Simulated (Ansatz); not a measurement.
# Magnon dispersion of antiferromagnetic NiO from constrained-moment exchange couplings at PBE+U (Ni 6 eV)

The usual rule of thumb for NiO is that one coupling, the superexchange through a straight Ni–O–Ni bridge, makes the whole magnon band. We test how far that holds along a path through the zone of the magnetic cell. The question matters for antiferromagnetic spintronics, where the slope of the band sets how fast spin waves carry a signal and its height sets the upper limit of their frequencies. The energies are adiabatic, come from linear spin-wave theory with PBE+U couplings, and are counted from the antiferromagnetic ground state of the model. A measured dispersion is not compared here.

## Method

One crystal, NiO (rocksalt, Fm-3m), in the lowest of the collinear states that were tried (4 atom(s), 2 counted as magnetic, largest moment 1.66 muB), from measured cells of the Crystallography Open Database. Ansatz 0.2.0, plane waves with its default PAW datasets, cutoff 420 eV, collinear spins without spin-orbit coupling, Fermi-Dirac smearing of 0.1 eV. The k mesh is 12×12×6 and the sums for the couplings run over 14×14×7. Functional: PBE, Dudarev U (eV) Ni 6. The couplings are taken at constrained moments: the directions are held and the rest of the density and field relaxes in linear response. The strongest shells of the first set are Ni–Ni pairs of opposed moments at 4.17 Å, 6 neighbours, J = -8.42 meV; Ni–Ni pairs of parallel moments at 2.95 Å, 6 neighbours, J = 0.639 meV; Ni–Ni pairs of parallel moments at 5.90 Å, 12 neighbours, J = -0.222 meV. Adiabatic magnon energies follow from all couplings by linear spin-wave theory along a path through the zone of the magnetic cell. The rows are a selection of 22 of the 67 points on this stretch of the path, with its corners; over all 67 points the lowest branch of the first set reaches 109 meV and the highest 109 meV. By the count of bands on its mesh the state is insulating, with a gap of 3.15 eV.

Notes on method and selection:

- J is defined by E = -sum over ordered pairs (each pair twice) of J e_i.e_j with unit vectors e, a classical Heisenberg model without biquadratic or multi-spin terms, so J > 0 favours parallel moments and the moment's size is inside J.
- Without spin-orbit coupling there is no anisotropy, so the lowest branch goes to zero at the ordering wavevectors; damping and quantum corrections are left out.
- Couplings at rigid moments can miss in size and sometimes in sign.
- The state is the lowest of a few collinear starts and need not be the true ground state; spin-orbit coupling is left out.
- Ansatz's own search for a lower self-consistent state was switched off in these runs, so a run may rest in a state that is not the lowest for its pattern of moments.
- In insulators under a U, antiferromagnetic superexchange from these couplings can differ by one to four tenths from that of total energies at the same settings (constrained couplings mostly lie weaker), so a match with experiment does not fix U.
- Runs whose couplings were flagged as in doubt, moved by over 30 per cent with the upper empty bands, lost their pattern of moments or rest on unlike orbital states are not listed.
- For crystals with 4f or 5f elements only couplings at constrained moments are used, since rigid ones can be several times too large.
- Runs that did not converge, have known faults or may not be shown are not listed, and runs on Ansatz's PAW sets soft_1 and soft_2 are kept to separate tables.

Columns:

- path length (1/Å): length along the path from its start.
- q: wavevector in fractions of the magnetic cell's reciprocal vectors.
- lowest, constrained (meV): energy of the lowest magnon branch, constrained couplings.
- highest, constrained (meV): energy of the highest of the 2 branches, constrained couplings.

Input lines of one member:

```
magnetization:
  spin_polarized: true
kpoints:
  mp_grid: { grid: [12, 12, 6] }
  band_path:
    path:
      - [0.0, 0.0, 0.0]
      - [0.0, 0.0, -0.5]
      - [0.3125, 0.625, 0.125]
      - [0.3125, 0.6875, 0.5]
      - [0.5, 0.5, 0.5]
      - [0.0, 0.0, 0.0]
      - [0.34375, 0.6875, 0.6875]
    npoints: 11
hamiltonian:
  xc: pbe
  hubbard: { sites: [{ species: Ni, l: d, u_eff: 6.0 }] }
scf:
  occupations: { method: fermi_dirac, width: 0.1 }
  lower_state_search: "off"
output:
  write_bands: true
  eigenstates:
    nscf_kmesh: { grid: [14, 14, 7] }
    top_band: c48
    exchange_couplings: { magnetic: [{ species: Ni }] }
```

Command (options for logging and memory left out): `ansatz run input.yaml`

## Data

| member | path length (1/Å) | q | lowest, constrained (meV) | highest, constrained (meV) | remark |
| --- | --- | --- | --- | --- | --- |
| 0.000 1/Å | 0.000 | (0, 0, 0) | 0.0 | 0.0 | corner of the path |
| 0.237 1/Å | 0.237 | (0, 0, -0.182) | 53.2 | 53.2 |  |
| 0.474 1/Å | 0.474 | (0, 0, -0.364) | 89.2 | 89.2 |  |
| 0.652 1/Å | 0.652 | (0, 0, -0.5) | 98.0 | 98.0 | corner of the path |
| 0.773 1/Å | 0.773 | (0.028, 0.057, -0.443) | 97.8 | 97.8 |  |
| 1.257 1/Å | 1.257 | (0.142, 0.284, -0.216) | 99.7 | 99.7 |  |
| 1.741 1/Å | 1.741 | (0.256, 0.511, 0.011) | 109.4 | 109.4 |  |
| 1.983 1/Å | 1.983 | (0.312, 0.625, 0.125) | 108.1 | 108.1 | corner of the path |
| 2.067 1/Å | 2.067 | (0.312, 0.636, 0.193) | 107.7 | 107.7 |  |
| 2.235 1/Å | 2.235 | (0.312, 0.659, 0.33) | 107.3 | 107.3 |  |
| 2.403 1/Å | 2.403 | (0.312, 0.682, 0.466) | 108.0 | 108.0 |  |
| 2.445 1/Å | 2.445 | (0.312, 0.688, 0.5) | 108.1 | 108.1 | corner of the path |
| 2.662 1/Å | 2.662 | (0.364, 0.636, 0.5) | 105.9 | 105.9 |  |
| 2.953 1/Å | 2.953 | (0.432, 0.568, 0.5) | 107.0 | 107.0 |  |
| 3.243 1/Å | 3.243 | (0.5, 0.5, 0.5) | 109.2 | 109.2 | corner of the path |
| 3.697 1/Å | 3.697 | (0.318, 0.318, 0.318) | 102.6 | 102.6 |  |
| 4.151 1/Å | 4.151 | (0.136, 0.136, 0.136) | 73.1 | 73.1 |  |
| 4.492 1/Å | 4.492 | (0, 0, 0) | 0.0 | 0.0 | corner of the path |
| 4.625 1/Å | 4.625 | (0.031, 0.062, 0.062) | 32.5 | 32.5 |  |
| 5.158 1/Å | 5.158 | (0.156, 0.312, 0.312) | ? | ? |  |
| 5.690 1/Å | 5.690 | (0.281, 0.562, 0.562) | 100.0 | 100.0 |  |
| 5.956 1/Å | 5.956 | (0.344, 0.688, 0.688) | 107.2 | 107.2 | corner of the path |

Cells marked ? are withheld until the estimate has been made.

## Mechanism

The band rises steeply from zero at $\Gamma$ and then flattens. Along the first stretch the mean slope is 53.2 / 0.237 = 224 meV Å up to the second row, but only (98.0 − 89.2) / (0.652 − 0.474) = 49 meV Å just before the corner. From there to the row at 3.697 1/Å the listed energies stay between 97.8 and 109.4 meV. The two branches coincide in every row with a value, as expected for two equivalent, opposed sublattices without anisotropy.

The steep rise and the height come mainly from the coupling at 4.17 Å, $J_2$ = −8.42 meV, which links each Ni to six opposed neighbours. Taken alone, with $\hbar\omega = (4/m)\sqrt{A^2-B^2}$ and $m$ = 1.66 (the moment in Bohr magnetons), it would put the top of the band at 4 × 6 × 8.42 / 1.66 = 121.7 meV, above every listed energy. The weaker couplings may account for part of this difference, and the moment that enters the formula for another part.

The weaker couplings also shape the plateau. At (0, 0, −0.5) and (0.5, 0.5, 0.5) the phase factors of the six $J_2$ neighbours cancel, so $J_2$ alone would give equal energies. The table has 98.0 and 109.2 meV, a difference of 109.2 − 98.0 = 11.2 meV. The ferromagnetic coupling at 2.95 Å, $J_1$ = 0.639 meV, is large enough to account for it. At the first point parallel nearest neighbours precess in phase and $J_1$ costs nothing; at the second, four of the six are in antiphase, which adds 8 × 0.639 × 4 / 1.66 = 12.3 meV. The coupling at 5.90 Å contributes equally at both points.

The rule of thumb thus holds for the scale of the band, while the relief of about a tenth on its plateau is largely the work of $J_1$. The absolute scale is less certain than the shape, because constrained couplings in such insulators mostly come out weaker than those from total energies.

## An estimate before looking

Plain estimates from the members shown:

- 5.158 1/Å, straight-line interpolation between 4.625 1/Å and 5.690 1/Å: w = (5.158 − 4.625) / (5.690 − 4.625) = 0.500, so 32.5 + 0.500 × (100.0 − 32.5) = 66.3 meV

The straight line gives 66.3 meV, but it joins a point on the steep rise to one on the plateau and must fall well short. We use the spin-wave formula instead.

In cubic axes, with the ordering along [111], the wavevector is (0.3125, 0, −0.3125) in units of $2\pi/a$. We write $\hbar\omega = c\sqrt{A^2-B^2}$, where $A$ holds the on-site field and the parallel pairs, and $B$ the opposed pairs. The three printed couplings enter, with $J_1$ taken as equal for parallel and opposed neighbours. This is an approximation: the magnetic order breaks the cubic symmetry, and the opposed shell at 2.95 Å is missing from the list of strongest shells, so its coupling is probably weaker. The fitted factor below takes up most of that error. Each term is a coupling times a sum over its neighbours, of 1 for the fields of opposed pairs, of 1 − cos(q·r) for parallel pairs and of cos(q·r) in $B$. The phases that occur, besides zero, are 5/32, 5/16 and 5/8 of a full turn. The last has the cosine −0.7071, from √0.5 = 0.7071. Halving the angle gives √(0.5 − 0.7071 / 2) = 0.3827, with a minus sign, for 5/16 and √(0.5 − 0.3827 / 2) = 0.5556 for 5/32. The sums are 4 × (1 − 0.5556) + 2 × (1 + 0.3827) = 4.543 for parallel $J_1$, 8 × (1 + 0.3827) + 2 × (1 + 0.7071) = 14.48 for the shell at 5.90 Å, 2 − 4 × 0.3827 = 0.469 for $J_2$ in $B$ and 2 + 4 × 0.5556 = 4.222 for opposed $J_1$ in $B$. The terms are then 6 × 8.42 = 50.52, 6 × 0.639 = 3.83, 4.543 × 0.639 = 2.90, 14.48 × 0.222 = 3.21, 0.469 × 8.42 = 3.95 and 4.222 × 0.639 = 2.70. In meV:

For $A$: 50.52 − 3.83 + 2.90 − 3.21 = 46.38 (field of $J_2$, field of opposed $J_1$, parallel $J_1$, coupling at 5.90 Å)

$B$ = −3.95 + 2.70 = −1.25 ($J_2$, opposed $J_1$)

The root is √(46.38² − 1.25²) = 46.36 meV. Since $B$ nearly vanishes, this point already lies on the plateau.

The factor $c$ would be 4 / 1.66 = 2.41 with all shells included. We fit it to shown rows so that it absorbs the unprinted ones, taking the five corners away from $\Gamma$ and the two neighbours of the withheld row. The field of the opposed pairs is 6 × 8.42 − 6 × 0.639 = 46.686 meV in every row. Two more cosines are needed for the neighbours at 4.625 and 5.690 1/Å, √(0.5 + 0.7071 / 2) = 0.92388 and its half-angle values √(0.5 + 0.92388 / 2) = 0.98079 and √(0.5 − 0.92388 / 2) = 0.1951. The listed energy is divided by the root from the same formula:

- 0.652 1/Å, where $B$ = 0: 46.686 − 12 × 0.222 = 44.02, so 98.0 / 44.02 = 2.226.
- 3.243 1/Å, where $B$ = 0: 46.686 + 8 × 0.639 − 12 × 0.222 = 49.13, so 109.2 / 49.13 = 2.223.
- 1.983 and 2.445 1/Å, where $B$ = 0: the parallel $J_1$ sum is 6 + 4 × 0.3827 + 2 × 0.7071 = 8.945 and 46.686 + 8.945 × 0.639 − 14 × 0.222 = 49.29, so 108.1 / 49.29 = 2.193 for each.
- 5.956 1/Å: the parallel $J_1$ sum is 6 + 4 × 0.5556 + 2 × 0.3827 = 8.988, $A$ is 46.686 + 8.988 × 0.639 − 14.48 × 0.222 = 49.21 and the size of $B$ is 0.469 × 8.42 + (4 × 0.5556 − 2) × 0.639 = 4.09. The root is √(49.21² − 4.09²) = 49.04, so 107.2 / 49.04 = 2.186.
- 5.690 1/Å: the sums for parallel $J_1$ and the shell at 5.90 Å are 6 + 4 × 0.1951 + 2 × 0.92388 = 8.628 and 10 + 8 × 0.92388 − 2 × 0.7071 = 15.98. $A$ is 46.686 + 8.628 × 0.639 − 15.98 × 0.222 = 48.65 and $B$ is (4 × 0.92388 − 2) × 8.42 + (2 − 4 × 0.1951) × 0.639 = 15.06. The root is √(48.65² − 15.06²) = 46.26, so 100.0 / 46.26 = 2.162.
- 4.625 1/Å: the same two sums are 6 − 4 × 0.98079 − 2 × 0.92388 = 0.2291 and 10 − 8 × 0.92388 − 2 × 0.7071 = 1.1948. $A$ is 46.686 + 0.2291 × 0.639 − 1.1948 × 0.222 = 46.567 and the size of $B$ is (2 + 4 × 0.92388) × 8.42 − (2 + 4 × 0.98079) × 0.639 = 44.171. The root is √(46.567² − 44.171²) = 14.745, so 32.5 / 14.745 = 2.204.

The mean is (2.226 + 2.223 + 2.193 + 2.193 + 2.186 + 2.162 + 2.204) / 7 = 2.198, and the standard deviation of these seven factors is about 0.022.

The estimate is 2.198 × 46.36 = 101.9 meV, with an error of 0.022 × 46.36 = 1.0 meV. It lies slightly above the 100.0 meV at 5.690 1/Å, where $B$ has grown again to about 15 meV and pulls the energy down.

**Committed estimate, 5.158 1/Å: lowest, constrained = 101.9 ± 1.0 meV.**

## Check

| member | path length (1/Å) | q | lowest, constrained (meV) | highest, constrained (meV) |
| --- | --- | --- | --- | --- |
| 5.158 1/Å | 5.158 | (0.156, 0.312, 0.312) | 101.4 | 101.4 |

| member | estimate | lowest, constrained (meV) | computed | estimate − computed | miss in error bars |
| --- | --- | --- | --- | --- | --- |
| 5.158 1/Å | committed | 101.9 | 101.4 | +0.5 | 0.5 |
| 5.158 1/Å | interpolation | 66.3 | 101.4 | −35.1 |  |

The estimate of 101.9 meV lies 0.5 meV above the computed 101.4 meV, half an error bar, while the straight line falls 35.1 meV short. The argument that held is that $B$ nearly vanishes at this wavevector, so the band has already reached its plateau. The fall towards 5.690 1/Å is caught only in sign: the formula gives 2.198 × (46.36 − 46.26) = 0.2 meV, the table 101.4 − 100.0 = 1.4 meV. Since the table comes from the same set of couplings, this tests how far three shells can stand in for all of them, not the couplings themselves.

On the absolute height we made a mistake in the sections above: we put the wrong moment into the spin-wave formula. The 1.66 muB given under Method is the site moment of the self-consistent state. The spin-wave step divides by the moment that belongs to the couplings, which is larger in this run and is not listed here. So 4 / 1.66 = 2.41 is not the factor with all shells included, and the 121.7 meV for $J_2$ alone is too high. With the proper moment $J_2$ alone comes out close to the top of the listed band, and no large lowering is left for the weaker couplings to explain.

The fitted factor shows the same from the printed numbers, though it was itself drawn from rows of this band: $J_2$ alone gives 2.198 × 50.52 = 111.0 meV, against a highest listed energy of 109.4 meV. The share of $J_1$ in the relief shrinks likewise from 12.3 meV to 2.198 × 8 × 0.639 = 11.2 meV, which is the difference in the table. The factor corresponds to 4 / 2.198 = 1.82 in place of $m$, but this is an effective value, since it also absorbs the unprinted shells and the assumption of equal $J_1$. The committed estimate does not suffer from the mistake, because it used the fitted factor and not 2.41.

## Members off the line

No row stands out: the three-shell formula with the factor 2.198 follows every listed energy to within about 1.7 meV. The largest miss is at 5.690 1/Å, where it lies 2.198 × 46.26 − 100.0 = 1.7 meV too high, and the next is at 2.662 1/Å, roughly 1.5 meV too high. Couplings beyond the three printed shells, or unequal $J_1$ for parallel and opposed neighbours, are the likeliest reasons for misses of this size.

## Conclusions

Along this path, the superexchange $J_2$ sets the steep rise and the height of the band, and $J_1$ most of the relief on its plateau. Another wavevector on the path can be estimated to within about 2 meV from three couplings and one fitted factor, whereas a straight line across the bend near $\Gamma$ fails badly.

For spin-wave transport, the row at 4.625 1/Å gives a mean slope of 32.5 / (4.625 − 4.492) = 244 meV Å. Divided by $\hbar$ = 0.658 meV ps, this is 244 / 0.658 = 371 Å/ps, or about 37 km/s in this model.

Two effects left out of the model would change the band in different ways. Magnetic anisotropy would open a gap at $\Gamma$, where the model has none. Quantum corrections to linear spin-wave theory would raise the band as a whole by a modest fraction and leave its zero at $\Gamma$ in place.

[Logs are printed without paths, hosts, clocks, repeated set-up lines and the standing remarks that a program may print on its own settings, such as how far it seeks lower states.]
